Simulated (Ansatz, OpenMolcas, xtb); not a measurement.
Loss of CH3F: C3H4F2 → C2HF + CH3F

Species: C3H4F2 `F/C=C\CF`, singlet; C2HF (fluoroacetylene) `C#CF`, singlet; CH3F (fluoromethane) `CF`, singlet. 

Shapes, held fixed at every level: PBE0-D4/def2-TZVP. Flexible molecules stand in one conformer, not always the lowest. Programs: Ansatz 0.2.0, OpenMolcas 26.06, xtb 6.7.1. A level may come from different programs for different species; with the same settings they agree closely. The zero-point and thermal change to 298 K, harmonic and unscaled (PBE0-D4/def2-TZVP), is -11.2 kJ/mol.

```csv
level,kind,ΔH(298 K) (kJ/mol),less CCSD(T)/CBS estimate
GFN0-xTB,semi-empirical,+86.4,-132.7
PBE-D4/def2-TZVPP,GGA,+230.9,+11.8
r2SCAN-D4/def2-TZVPP,meta-GGA,+235.7,+16.6
B3LYP/6-31G* (spherical functions),global hybrid,+228.7,+9.6
r2SCAN0-D4/def2-TZVPP,global hybrid,+240.7,+21.6
CCSD(T)/def2-SVP,coupled cluster or CI,+220.3,+1.2
CCSD/def2-TZVPP,coupled cluster or CI,+216.9,-2.2
CCSD(T)/CBS estimate,coupled cluster or CI,+219.1,0.0
```

The highest level, CCSD(T)/CBS estimate, gives ΔH(298 K) = +219.1 kJ/mol; the levels span +86.4 to +240.7. GFN0-xTB strays far from the other rows. The column of differences is taken from that level and isn't an error. No measured value is set beside it here. The CBS estimate extrapolates MP2 from def2-TZVPP and def2-QZVPP and adds CCSD(T) − MP2 in the triple-zeta set, cores frozen.

Loss of fluoromethane is strongly endothermic at every level. Formally, hydrogen moves from the vinylic carbon to the departing CH2F group, so one C–H bond replaces another, while a C–C σ bond is exchanged for a weaker second π bond. Fluorine probably adds to the cost: it sits poorly on an sp carbon, where its lone pairs repel the filled π system, and fluoromethane lacks the carbon substituent that stabilises the C–F bond in the parent.

The density functionals all place the reaction above the coupled-cluster reference, and going from r2SCAN to r2SCAN0 widens the gap, so exact exchange is no remedy here. The close agreement of CCSD(T)/def2-SVP, only +1.2 kJ/mol away, probably owes something to cancellation of basis-set errors and doesn't show that so small a basis is converged. The endothermicity makes the elimination unfavourable in enthalpy, but the entropy gained on fragmentation will favour it increasingly on heating, and the reaction enthalpy alone doesn't establish whether this channel is kinetically accessible.
